## Question

A slab of tantalum disilicide, TaSi₂, is cut so that it consists of five atomic planes with vacuum on both sides. All electron states between the Fermi level and 0.25 eV above it are collected, and their density is divided among the planes. The plane share is the fraction that falls on each plane. The plane height is measured from the topmost atom, so row 1 is the bottom face and row 5 the top face.

Ansatz 0.2.0, scalar-relativistic plane-wave PAW DFT with the LDA functional, without spin polarisation, for a TaSi₂ (001) slab; cutoff 420 eV, 15 × 15 × 1 k mesh, Gaussian smearing 0.1 eV. Shares are for states from 0 to 0.25 eV above the Fermi level, all counted as full. Rows run from the bottom plane up, and heights are relative to the top atom.

| row | plane share | plane formula | plane height (Å) |
| --- | --- | --- | --- |
| 1 | 0.315 | TaSi2 | -8.768 |
| 2 | 0.137 | TaSi2 | -6.578 |
| 3 | 0.098 | TaSi2 | -4.414 |
| 4 | 0.144 | TaSi2 | -2.245 |
| 5 | 0.305 | TaSi2 | -0.056 |

The window holds 2.951 states per surface cell. The two lowest planes were held at their positions in the bulk crystal, and the three upper planes were relaxed. For other energy windows, the same calculation gives these densities of states, in states per eV for one plane of the cell:

| Window (eV from the Fermi level) | Bottom plane | Middle plane | Top plane |
|---|---|---|---|
| −2 to −1 | 2.28 | 1.86 | 2.28 |
| −1 to −0.5 | 1.13 | 0.88 | 1.32 |
| −0.5 to −0.25 | 2.23 | 0.96 | 2.40 |
| −0.25 to 0 | 3.18 | 1.11 | 3.03 |
| 0.25 to 0.5 | 2.29 | 0.64 | 2.16 |
| 0.5 to 1 | 2.81 | 0.68 | 1.68 |
| 1 to 1.5 | 1.44 | 1.13 | 1.99 |

(a) Is the middle plane short of states in the window from 0 to 0.25 eV, or are the outer planes rich in them?

(b) Explain why planes of the same formula differ so much, and why the second plane from each face already resembles the middle one.

(c) A surface atom has fewer neighbours, so its bands are narrower. Estimate how much of the difference this alone can explain.

(d) What do the held bottom face and the relaxed top face tell us about the part played by relaxation?

## Model answer

### (a) Rich faces, ordinary middle

The shares must add up to one, so a plane can have a low share merely because others have gained. To separate the two cases, each share is turned into a density of states,

$$n_i = \frac{w_i N}{\Delta E},$$

where $w_i$ is the share of plane $i$, $N$ the number of states in the window and $\Delta E$ its width. For the middle plane this gives $0.098 \times 2.951 / 0.25 = 1.16$ states per eV. The bottom and top planes come out at 3.72 and 3.60.

The middle plane is not short of states here. Its density is higher than in any other listed window between −1 and 1 eV. Its share is low because the outer planes have risen much further. Between the window from −1 to −0.5 eV and this one, the middle plane gains a factor of 1.3, the bottom plane 3.3 and the top plane 2.7.

### (b) What a missing plane does

In the interior, every plane is bonded to one above and one below. Each Ta atom has two Si neighbours in each of these planes, besides six in its own. When Ta d and Si p orbitals combine, they form bonding states at lower energy and antibonding states at higher energy. Where most of the orbitals couple strongly, few states are left in between, and in this slab the Fermi level lies near such a thinned-out region.

The middle plane broadly fits this picture. Its density is 1.86 states per eV between −2 and −1 eV, falls as low as 0.64 just above the present window, and recovers to 1.13 beyond 1 eV. The lowest values thus lie between 0.25 and 1 eV, a little above the Fermi level; at the Fermi level itself there is a small local rise, to 1.16 in the present window. That the depression stems from Ta–Si bonding is a plausible reading; the calculation was not resolved by orbital, so the numbers show the depression and not its origin.

A plane at the surface has lost one of its two neighbouring planes. The orbitals that pointed towards it have lost some of their partners, and so they are expected to be pushed less far down into the bonding states or up into the antibonding ones. Many of their states then stay in between, where the interior has little to offer. Because such orbitals are partly filled when the surface is neutral, their states tend to gather around the Fermi level. Both outer planes do have their highest density in the window from 0 to 0.25 eV, close to where the interior is thin.

The second plane from each face still has a neighbouring plane on both sides. It therefore has no broken bonds of its own, and rows 2 and 4 lie far below the outer rows. They do lie somewhat above the middle: by about 0.04 in share, against about 0.21 for the outer planes. Such a remainder is natural, because a state that belongs to the surface does not stop at the first plane but fades over the next ones.

With the middle plane as the baseline, 83% of the excess sits in the two outermost planes. The surface effect is thus concentrated in a layer about one plane thick, with planes 2.2 Å apart. This baseline is imperfect, since the middle plane is only two planes away from either vacuum and may itself carry some of the fading tail. For that reason the numbers support a rapid decay but not a decay length.

These are also the states that a scanning tunnelling microscope probes at a small positive sample bias. In the same calculation, their density 3 Å above the topmost atoms is highest directly over the Ta atoms, although the Si atoms stand almost 0.2 Å higher. A bright spot in such an image would thus be expected to mark Ta, and not the atom that sticks out furthest. This fits surface states with a large Ta part, but it does not prove which orbitals they consist of.

### (c) Narrower bands are not enough

The width of a band grows with the strength of the coupling between neighbours. More exactly, the square of the width is proportional to the sum of the squared couplings of an atom to all its neighbours. Let the neighbours within the plane contribute $p$ to this sum, and those on each side of the plane $q$. The two sides are equivalent in the bulk crystal, so the sum is $p + 2q$ in the interior and $p + q$ at the surface.

If the band keeps its shape and its number of states, its density rises as its width shrinks. At matching points of the two bands, such as their centres, the ratio is

$$\frac{n_\text{surface}}{n_\text{interior}} = \sqrt{\frac{p+2q}{p+q}} \le \sqrt{2}.$$

The limit is reached only if the bonds within the plane count for nothing, which is the most generous assumption possible. No value from the table enters it.

Applied to the middle plane, the limit gives $1.16 \times 1.41 = 1.64$ states per eV. The outer planes have 3.72 and 3.60, more than twice as much. If the window meets both bands at matching points, uniform narrowing thus covers at most about a fifth of the gain over the middle plane. This suggests that the surface plane does not simply have the interior's band in a compressed form, but that its states are distributed differently in energy, as the picture of unpartnered orbitals would have it.

### (d) Relaxation changes details, not the excess

The bottom plane sits where the bulk crystal would put it, while the top plane has moved to its preferred position. Both carry about three times the density of the middle plane in this window. Cutting the crystal is therefore sufficient to produce the excess, and this relaxation does not remove it. The difference of 0.010 between their shares is so small that a few levels moved across an edge of the window by the relaxation could account for it.

Relaxation does matter at other energies. Before any atom moves, a twofold axis in the middle plane exchanges the two faces, so they must have identical densities. Between 0.5 and 1 eV the bottom plane nevertheless has 1.7 times the density of the top plane. This difference must come from the movement of the upper planes, although the data do not reveal which displacement is responsible.

## Remarks on the reasoning

**The share is not a density.** An answer that begins with "the middle plane is depleted" has misread the table. A share compares planes within one window; only the density allows one plane to be followed from window to window. The conversion takes one line and reverses the natural first impression.

**Row 1 is not the bulk.** The held planes have bulk positions, but the lowest one faces vacuum just as the top one does. A reader who takes row 1 for the interior sees a share that falls and then rises without reason. Once both ends are recognised as surfaces, the U shape needs only one explanation.

**A control in energy is worth as much as a control in space.** If the outer planes were favoured merely by the way in which space is divided among the planes, they should be favoured to a similar degree at all energies. Between −2 and −1 eV they exceed the middle plane by a factor of only 1.2, compared with more than 3 in the present window. The large excess belongs to states near the Fermi level.

**The estimate in (c) can be challenged.** Narrowing draws states towards the middle of the band, and the surface band might be shifted as well. Either could bring a richer part of it into the window. The highest density listed for the middle plane is 1.86 states per eV; multiplied by the limit of 1.41 it gives 2.63, still well below both outer planes. The objection is weakened but not refuted, because that density is an average over a window 1 eV wide, which could hide a sharper peak, and because richer parts of the band may lie outside the listed windows.

**The position of the peak is less certain than its existence.** Spin–orbit coupling was left out, and for the 5d states of tantalum it can shift levels by an amount comparable with the width of this window. The energies are Kohn–Sham levels, which need not agree with measured excitation energies. The atoms also had no freedom to rearrange into a larger surface cell, which could let the surface pair up some of its broken bonds. A good answer therefore relies on the broad rise around the Fermi level and not on the exact window in which it culminates.

**One question remains open.** The excess may consist of true surface states, which have no interior states of the same energy and wave vector to mix with, or of resonances, which do mix and leak into the metal. Shares summed over all wave vectors look alike in both cases. The two could be told apart by following single bands as planes are added to the slab. A surface state keeps its large share on the outer planes, whereas a resonance is spread over more and more bands, each with a smaller share there.
